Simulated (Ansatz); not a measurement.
## Mg5Zn: the change of energy above lowest point with volume scale

Results calculated with Ansatz 0.2.0, not measured. Free energy against uniform scaling of the volume at fixed shape and fractions; periodic cell, basis, potentials, k mesh and filling as listed.

The cell before it is scaled or strained (space group R32, No. 155):
```
cell vectors (Å)
   2.6697     1.5414     5.0286
  -2.6697     1.5414     5.0286
   0.0000    -3.0828     5.0286
atoms (fractions of the cell vectors)
Mg  0.33979  0.00000  0.66021
Mg  0.83330  0.83330  0.83330
Mg  0.00000  0.66021  0.33979
Mg  0.66021  0.33979  0.00000
Mg  0.16670  0.16670  0.16670
Zn  0.50000  0.50000  0.50000
```

Settings of every row: functional LDA; dispersion none; potentials PAW; wave cutoff 500 eV; density cutoff 2000 eV; k mesh 5x5x5; k shift 0x0x0; occupations fermi dirac; smearing width 0.1 eV; spin none.

Limits: coarse k mesh, up to 40 meV an atom off; the cell comes from a prototype or a list of computed structures and needn't be the stable phase.

| row | volume scale | V (Å³/atom) | energy above lowest point (meV/atom) |
| --- | --- | --- | --- |
| 1 | 0.92 | 19.038 | 4.1 |
| 2 | 0.9467 | 19.59 | 0 |
| 3 | 0.9733 | 20.141 | 0.4 |
| 4 | 1 | 20.693 | 4.7 |
| 5 | 1.0267 | 21.246 | ? |
| 6 | 1.0533 | 21.796 | 23 |
| 7 | 1.08 | 22.349 | 36 |

Question: what energy above lowest point should row 5 give?

Worked fit of energy above lowest point. Take u = (V_r/V)^(2/3) − 1 with V_r = 20.417 Å³ an atom, which is twice the finite (Eulerian) strain; such expansions in the strain, on which the Birch-Murnaghan equation of state is built, carry the rest volume and the bulk modulus. The shown rows have u = 0.04772, 0.02795, 0.00911, -0.00891, -0.04264, -0.0585. Least squares give energy above lowest point = 2.12 − 238.1 × u + 5849 × u² meV/atom; a straight line predicts inner rows, each left out in turn, worse (root mean square 6.5 against 0.08 meV/atom). The rows lie off it by 0.0, 0.0, 0.0, 0.0, 0.1, -0.1. Its lowest point lies at u = 0.0204, or V = 19.81 Å³ an atom, and the curvature there gives the bulk modulus at fixed shape and fractions, B = (4/9)(1 + u)² E″(u)/V = 43.8 GPa. Letting shape and atoms relax would as a rule lower it, by much in layered, chain or molecular crystals. The withheld row has u = -0.02618, so the fit gives 2.12 − 238.1 × (-0.02618) + 5849 × (-0.02618)² = 12.4 meV/atom.

The calculation gave 12.4 meV/atom. The fit meets it to the printed digit.
